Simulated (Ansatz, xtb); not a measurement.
# Ligand exchange: C2H5F + SiH3(SiH3) → C2H8Si + SiH3F

Species: C2H5F `CCF`, singlet; SiH3(SiH3) (disilane), singlet; C2H8Si `CC[SiH3]`, singlet; SiH3F `F[SiH3]`, singlet. The partners trade F for SiH3: C–F and Si–SiH3 bonds give way to C–SiH3 and Si–F.

Shapes, held fixed at every level: PBE0-D4/def2-TZVP. Programs: Ansatz 0.2.0, xtb 6.7.1. The zero-point and thermal change to 298 K, harmonic and unscaled (PBE0-D4/def2-TZVP), is +0.3 kJ/mol.

| level | kind | ΔH(298 K) (kJ/mol) | less CCSD(T)/CBS estimate |
| --- | --- | --- | --- |
| GFN1-xTB | semi-empirical | -264.3 | -69.9 |
| HF/def2-SVP | Hartree–Fock | -170.9 | +23.5 |
| HF/def2-TZVPP | Hartree–Fock | -194.6 | -0.2 |
| SPW92/def2-TZVPP | LDA | -163.1 | +31.3 |
| r2SCAN0-D4/def2-TZVPP | global hybrid | -184.6 | +9.8 |
| B2PLYP/def2-TZVPP | double hybrid | -191.0 | +3.4 |
| CCSD/def2-SVP | coupled cluster or CI | -168.9 | +25.5 |
| CCSD(T)/def2-TZVPP | coupled cluster or CI | -190.0 | +4.4 |
| CCSD(T)/CBS estimate | coupled cluster or CI | -194.4 | 0.0 |

The highest level, CCSD(T)/CBS estimate, gives ΔH(298 K) = -194.4 kJ/mol; the levels span -264.3 to -163.1. GFN1-xTB strays far from the other rows. The column of differences is taken from that level and isn't an error. No measured value is set beside it here. The CBS estimate extrapolates MP2 from def2-TZVPP and def2-QZVPP and adds CCSD(T) − MP2 in the triple-zeta set, cores frozen.

The exchange is strongly exothermic at every level, and with a zero-point and thermal change of only +0.3 kJ/mol the driving force is electronic. It comes mainly from forming Si–F, whose large electronegativity difference gives a short, strongly polar bond, reinforced by donation from fluorine lone pairs into σ* orbitals on silicon. Replacing the weak Si–Si bond, with its diffuse 3p overlap, by Si–C helps further, and together these gains outweigh the loss of a strong C–F bond.

Basis size matters more than correlation here: Hartree–Fock moves from -170.9 to -194.6 kJ/mol between the two sets, while CCSD in the small set stays close to its Hartree–Fock counterpart. This suggests that the polar Si–F bond needs flexible polarization functions, and that correlation largely cancels between closed-shell reactants and products. The near match of Hartree–Fock with the CBS estimate is partly fortuitous, since CCSD(T) in the same triple-zeta set is less exothermic. The exothermicity implies nothing about the barrier to exchange.
